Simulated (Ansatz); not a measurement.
Abstraction of Cl: CCl3F + C2H5AlCl → CCl2F + C2H5AlCl2

Species: CCl3F (trichlorofluoromethane) `FC(Cl)(Cl)Cl`, singlet; C2H5AlCl `C[CH2][Al][Cl]`, doublet; CCl2F (dichlorofluoromethyl radical) `F[C](Cl)Cl`, doublet; C2H5AlCl2 (ethylaluminum dichloride) `C[CH2][Al]([Cl])[Cl]`, singlet. A radical takes Cl: the energy is the difference in strength between the C–Cl bond broken and the Al–Cl bond made.

Shapes, held fixed at every level: PBE0-D4/def2-TZVP. Flexible molecules stand in one conformer, not always the lowest. Programs: Ansatz 0.2.0. Electronic energies: no zero-point or thermal term.

```tsv
level	kind	ΔE (kJ/mol)	less CCSD(T)/CBS estimate	CPU time (sum over the molecules)
HF/def2-TZVPP	Hartree–Fock	-227.0	-42.3	–
BHLYP-D4/def2-TZVPP	global hybrid	-203.1	-18.4	48 s
PBE0-D4/def2-TZVPP	global hybrid	-180.7	+4.0	41 s
wB97M-V/def2-TZVPP	range-separated hybrid	-186.5	-1.8	2.2 min
wB97X-V/def2-TZVPP	range-separated hybrid	-191.1	-6.4	99 s
CCSD(T)/def2-SVP	coupled cluster or CI	-187.0	-2.3	37 s
CCSD(T)/def2-TZVPP	coupled cluster or CI	-186.3	-1.6	8.1 min
CCSD(T)/CBS estimate	coupled cluster or CI	-184.7	0.0	11 min
```

The highest level, CCSD(T)/CBS estimate, gives ΔE = -184.7 kJ/mol; the levels span -227.0 to -180.7. The column of differences is taken from that level and isn't an error. No measured value is set beside it here. Open shells run unrestricted. The CBS estimate extrapolates MP2 from def2-TZVPP and def2-QZVPP and adds CCSD(T) − MP2 in the triple-zeta set, cores frozen. Times are processor times on shared x86 and Arm servers, and rough.

Chlorine transfer from carbon to aluminium is strongly exothermic at every level, with -184.7 kJ/mol at the highest. The driving force is the strong, highly polar Al–Cl bond: aluminium is far more electropositive than carbon, and the abstraction takes it from a formal Al(II) radical to the favoured Al(III) state. On the other side, the C–Cl bond is comparatively weak, and the carbon radical left behind gains some stabilisation from halogen lone pairs donating into its half-filled orbital.

Hartree–Fock exaggerates the exothermicity by 42.3 kJ/mol relative to the highest level, probably because the correlation it omits strengthens the more covalent C–Cl bond more than the ionic Al–Cl bond. The three coupled-cluster values lie within a few kJ/mol of one another, so the reaction energy depends little on basis set, though the closeness of the smallest basis may owe something to cancellation between the two bonds. The energies establish a large thermodynamic preference for abstraction, but not how fast it occurs, since no barrier was computed.
